**Why does the B–C coupling recognise the type of carbon, while the B–H coupling next to it does not?**

I am looking at computed NMR couplings for a BH₂ group attached to seven different carriers. ¹J is the coupling across one bond, in hertz: the table has it from boron to its own hydrogens and from boron to the carbon that carries it.

PySCF 2.14.0, B3LYP/pcJ-1 (pcSseg-1 on As) with density fitting, non-relativistic, gas phase, geometries from PBE0-D3(BJ)/def2-SVP. Couplings are from ¹¹B of the BH₂ group to ¹H (mean over both hydrogens) and to the carrier's ¹³C, called "the group's first atom" in the column heads. In the SMILES, * marks where BH₂ is attached.

| carrier | formula | atoms on the carrying C | bond to the carrier (Å) | point group | torsion about that bond, heaviest neighbours (°) | 1J to its H (Hz) | Fermi contact part of 1J to H (Hz) | paramagnetic spin-orbit part (Hz) | bond to H (Å) | 1J to the group's first atom (Hz) | Fermi contact part of that (Hz) |
| --- | --- | --- | --- | --- | --- | --- | --- | --- | --- | --- | --- |
| *C#CC=C | C4H5B | C | 1.502 | Cs | n/a | 145.6 | 145.9 | -1.3 | 1.208 | 98.7 | 100.8 |
| *C(F)=C(F)F | C2H2BF3 | C F | 1.520 | Cs | 0 | 143.1 | 143.6 | -1.5 | 1.204 | 81.4 | 84.2 |
| *c1ccco1 | C4H5BO | C O | 1.514 | Cs | 0 | 138.3 | 138.8 | -1.4 | 1.207 | 84.1 | 86.7 |
| *C[AsH2] | CH6AsB | As H H | 1.537 | Cs | 88 | 139.9 | 140.1 | -1.3 | 1.211 | 53.8 | 56.3 |
| *CC(F)(F)F | C2H4BF3 | C H H | 1.563 | C1 | 4 | 141.9 | 142.7 | -1.7 | 1.207 | 48.6 | 50.7 |
| *CCC | C3H9B | C H H | 1.556 | Cs | 2 | 133.6 | 134.5 | -1.7 | 1.213 | 51.4 | 53.9 |
| *CC=C | C3H7B | C H H | 1.555 | C1 | 22 | 137.4 | 138.2 | -1.6 | 1.211 | 49.3 | 52.0 |

The coupling to carbon makes sense to me at first sight. It is largest for the alkynyl carrier (`*C#CC=C`), smaller for the two carriers with a double-bonded carbon, and smallest for the four with a saturated carbon. But the coupling to hydrogen ignores this grouping. The saturated CH₂CF₃ carrier comes out above furyl (`*c1ccco1`), and CH₂AsH₂ also lies well above propyl (`*CCC`). The boron is planar with three neighbours in every row, so what is the B–H coupling responding to?

**Answer**

The two couplings look at different ends of the B–C bond. The coupling to carbon mainly reports how the *carbon* has built its bond to boron. The coupling to hydrogen seems to respond in part to how the *boron* has divided its own orbitals among three bonds, and that depends on how strongly the whole carrier attracts electrons, including atoms further out.

Both couplings are dominated by the Fermi contact part, which arises from electrons found right at the nuclei. For B–H it agrees with the total to within 1 Hz in every row. Of the valence orbitals only s orbitals reach the nucleus, because p orbitals have a node there. A one-bond coupling is therefore, to a first approximation, a measure of how much s character the two atoms put into the bond between them.

**The carbon end**

A carbon atom has one valence s orbital to share among its σ bonds. With four neighbours each bond ideally gets 1/4 of it, with three neighbours 1/3, and with two neighbours 1/2. If boron's contribution stays about the same, the B–C coupling should grow in proportion to these shares.

The alkynyl row gives a fair test. The four rows with a saturated carbon have a mean B–C coupling of 50.8 Hz, and this mean is the only calibration. Going from a share of 1/4 to 1/2 doubles it, so the estimate is 2 × 50.8 = 101.6 Hz. The calculation gives 98.7 Hz for the alkynyl row, which took no part in the calibration. So close a match may be partly luck, because the estimate assumes that the boron end stays unchanged.

The same rule is less good for the two carriers with a double-bonded carbon. It predicts 67.7 Hz for both, which is 17 to 20 % below the computed values. Theory offers a reason in Bent's rule: an atom directs its p character towards electron-attracting partners and keeps its s character for the others. Here the carbon next to boron also holds a fluorine or an oxygen, so more than the ideal third of its s orbital should be left for boron. In furyl the narrow angle inside the five-membered ring should add to this, because small angles go with p-rich ring bonds. A share of about 0.4 would reproduce both couplings.

Replacing BH₂ by a plain hydrogen atom gives a familiar neighbouring series. One-bond C–H couplings in simple hydrocarbons also roughly double on going from a carbon with four neighbours to one with two. Only the ratios can be compared with the B–C values, since the size of a coupling also contains the magnetic strengths of the two nuclei. Hydrogen bonds through its 1s orbital alone and has no s character to redistribute. Boron has, and that is where the B–H coupling comes in.

**The boron end**

The clearest comparison is propyl with CH₂CF₃. In both, the carbon next to boron carries one carbon and two hydrogens, and the chain lies almost in the BH₂ plane. Yet the three fluorines, one atom further out, raise the B–H coupling by 8.3 Hz. That is about 70 % of the whole spread in the table, obtained without changing the formal type of the carbon at all.

Bent's rule, now applied to boron, gives the direction. The CF₃ group makes the carrier more electron-attracting. Boron should then put more p character into its bond to carbon and keep more s character for its two bonds to hydrogen, which would raise their coupling. An alkynyl carbon may do the same by another route: its s-rich orbital holds electrons tightly, so it attracts them without any fluorine. That would fit the alkynyl row leading in both couplings although the rest of the order differs. The shape of the molecule does not confirm it, though. More s character in the B–H bonds should widen the angle between them, yet in the computed alkynyl molecule this angle is no wider than in furyl, whose B–H coupling is clearly smaller.

The idea of a trade at boron can also be checked against the couplings, because boron has only one valence s orbital to share. If s(H) is the share in each B–H bond and s(C) the share in the B–C bond, then

2 s(H) + s(C) = 1.

Whatever the two B–H bonds gain, the B–C bond must lose. Starting from equal thirds, a given percentage rise in the B–H coupling should cost the B–C coupling twice that percentage, provided that each coupling simply follows boron's s share.

From propyl to CH₂CF₃ the B–H coupling rises by 6.2 %, so the B–C coupling should fall by 12.4 %. It does fall, but only by 5.4 %. Going from furyl to CF=CF₂, the B–C coupling also falls by about half of what the rule demands, though there the carbon end changes too. Both falls are under 3 Hz, so they fit a trade between the bonds without proving it, and the trade cannot be the whole effect. A plausible further contribution, which these numbers do not isolate, is that an electron-attracting carrier also contracts boron's orbitals and so strengthens both couplings.

**The two rows that look out of place**

Furyl has a B–H coupling 3.6 Hz below that of CH₂CF₃, despite its double-bonded carbon and its oxygen. If the pull of the whole carrier counts, the type of carbon alone need not fix the order. Furan is also an electron-rich ring that can feed π electrons into boron's empty p orbital, but this donation alone does not explain the low value. The ¹¹B quadrupole couplings, discussed below for CH₂AsH₂, suggest a similar filling of that orbital in the alkynyl and CF=CF₂ rows, and both have higher B–H couplings. What sets the exact place of furyl stays open.

CH₂AsH₂ is irregular for a different reason: it has another shape. In the other saturated rows the carbon chain lies in or near the BH₂ plane, whereas here the C–As bond stands perpendicular to it, alongside boron's empty p orbital. The angle B–C–As is only 95°, compared with 117° for the corresponding angle in CH₂CF₃. The B–C bond is also 0.019 Å shorter than in propyl.

These features point to hyperconjugation, in which electrons of the C–As bond spread into the empty p orbital. The ¹¹B quadrupole coupling from the same calculation supports this. It measures how unevenly charge is arranged around the boron nucleus, and in a planar BH₂ group it normally drops as the empty orbital fills. It is 5.08 MHz here, against an average of 5.87 MHz in the other three saturated rows.

Hyperconjugation gives the B–C bond some double-bond character and moves the carbon a little towards the three-neighbour type. The computed geometry shows this change: the carbon's bonds to boron and to its two hydrogens lie closer to one plane than in CH₂CF₃. More carbon s character should then go into the B–C bond. This could explain why the B–C coupling is 4.7 % *higher* than in propyl, a difference of only 2.4 Hz, whereas the trade at boron alone would make it lower. The B–H coupling is 6.3 Hz higher as well, perhaps because the s-richer carbon now pulls on boron somewhat as an alkynyl carbon may do. That last step is a guess, and the calculation leaves out spin–orbit coupling, which can matter near arsenic.

**How to read the two numbers**

In calculations like these, use the B–C coupling to identify the type of carbon: in all seven rows the three classes stay apart. In a measured spectrum the fast relaxation of the boron nucleus often blurs this coupling. Use the B–H coupling at most as a rough hint of how strongly the carrier as a whole draws on boron, and only between molecules of similar shape and the same type of carbon. Differences of 1 or 2 Hz should not be read at all. Each molecule was computed in one frozen conformation, and in propyl the two hydrogens on the same boron, which the table averages, already differ by 2 Hz.

The output below lists the estimates from the saturated-carbon calibration for all rows, and the test of the trade at boron within each class of carbon.

Output of the analysis:

```
mean 1J(BC) of the four-neighbour rows in Hz: 50.78
s-share model calibrated on the four-neighbour rows:
          row  predicted 1J(BC) in Hz  prediction less value in Hz  miss in %  s share that would give the value  11B quadrupole coupling in MHz
      *C#CC=C                   101.6                         2.85      2.888                              0.486                           5.176
  *C(F)=C(F)F                    67.7                        -13.7     -16.83                             0.4008                           5.134
     *c1ccco1                    67.7                        -16.4      -19.5                             0.4141                            5.03
     *C[AsH2]                   50.78                       -3.025     -5.623                             0.2649                            5.08
   *CC(F)(F)F                   50.78                        2.175      4.475                             0.2393                           5.965
         *CCC                   50.78                       -0.625     -1.216                             0.2531                           5.864
        *CC=C                   50.78                        1.475      2.992                             0.2427                           5.792
changes within a class of carbon against propyl or furyl:
          row  change of 1J(BH) in %  change of 1J(BC) by the sum rule in %  computed change of 1J(BC) in %
      *C#CC=C                      0                                      0                               0
  *C(F)=C(F)F                  3.471                                 -6.941                           -3.21
     *c1ccco1                      0                                      0                               0
     *C[AsH2]                  4.716                                 -9.431                           4.669
   *CC(F)(F)F                  6.213                                 -12.43                          -5.447
         *CCC                      0                                      0                               0
        *CC=C                  2.844                                 -5.689                          -4.086
largest over smallest 1J(BC): 2.031
largest over smallest 1J(BH): 1.09
full range of 1J(BH) in Hz: 12
range of the paramagnetic spin-orbit part of 1J(BH) in Hz: 0.4
CH2CF3 less propyl, 1J(BH) in Hz: 8.3
CH2CF3 less propyl, contact part of 1J(BH) in Hz: 8.2
that shift as % of the full range of 1J(BH): 69.17
CH2CF3 less propyl, B-H length in angstrom: -0.006
CH2CF3 less furyl, 1J(BH) in Hz: 3.6
CH2AsH2 less propyl, 1J(BH) in Hz: 6.3
CH2AsH2 less propyl, B-C length in angstrom: -0.019
correlation of 1J(BH) with B-H length: -0.7108
correlation of 1J(BH) with 11B quadrupole coupling: -0.4351
mean 11B quadrupole coupling of the other three sp3 rows in MHz: 5.874
angle B-C-As in CH2AsH2 in degrees: 94.72
angle B-C-C in CH2CF3 in degrees: 117.3
```
